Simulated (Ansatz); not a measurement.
## GdO: energy against volume and a worked fit

Symmetry: F-43m, No. 216, cubic system. The conventional cell has a = 5.400 Å, b = 5.400 Å, c = 5.400 Å, α = 90.00°, β = 90.00°, γ = 90.00°. Around Gd (site symmetry -43m) lie 4 O at 2.34 Å. Around O (site symmetry -43m) lie 4 Gd at 2.34 Å.

The cell comes from a database or a generator and needn't be the stable form of this composition.

The cell was scaled at fixed shape and fractions and run with Ansatz, Ansatz PAW (earlier soft set), cutoff 420 eV; PBE, k mesh 9 × 9 × 9 on the cell of 2 atoms, fermi-dirac occupations of 0.05 eV, collinear spin, ferromagnetic start, no spin-orbit coupling. Energies are those that the program minimises, any entropy of the smearing included. For a metal such a mesh isn't converged to the digits shown. The magnetic state is the one that the start led to, which needn't be the lowest. Plain semilocal runs treat an open f shell poorly.

```csv
V (Å³/atom),energy over the lowest row (meV/atom)
18.5020,17.789
18.8957,?
19.2893,0.733
19.6830,0.000
20.0767,3.780
20.4703,11.675
20.8640,23.182
```

**Question.** Fit the third-order Birch-Murnaghan form, give V0, B0 and B′, and predict the energy left open.

**Answer.** With y = (V0/V)^(2/3), E = E0 + (9 V0 B0/16) [(y - 1)³ B′ + (y - 1)² (6 - 4y)]. Least squares through the rows shown give V0 = 19.5449 Å³/atom, E0 = -0.283 meV, B0 = 94.63 GPa (1 eV/Å³ = 160.218 GPa) and B′ = 4.20, with a largest miss of 0.016 meV. At V = 18.8957 the form with these constants gives 6.469 meV; the run gave 6.495 meV an atom.

The fitted minimum lies slightly below the volume of the starting cell, and compression costs more energy than an equal expansion. That asymmetry, expressed by B′ = 4.20, is the usual result of short-range Pauli repulsion rising faster than the ionic and covalent attraction changes. The resistance to compression probably comes mainly from the Gd–O contacts, with O 2p and Gd 5d states carrying the covalent part, since the compact 4f shell overlaps little with its neighbours. The open tetrahedral network has few such contacts per unit volume, which suggests that a rock-salt arrangement with six neighbours would be denser and stiffer.

The omitted point is reproduced closely, at 6.469 against 6.495 meV, so the curve is smooth enough for interpolation. Because this point lies inside the fitted range, it is a weak test of B′, which depends on the curvature's change with volume and is less firmly fixed than V0. The agreement also says nothing about whether the tetrahedral lattice would resist shear or internal displacements.
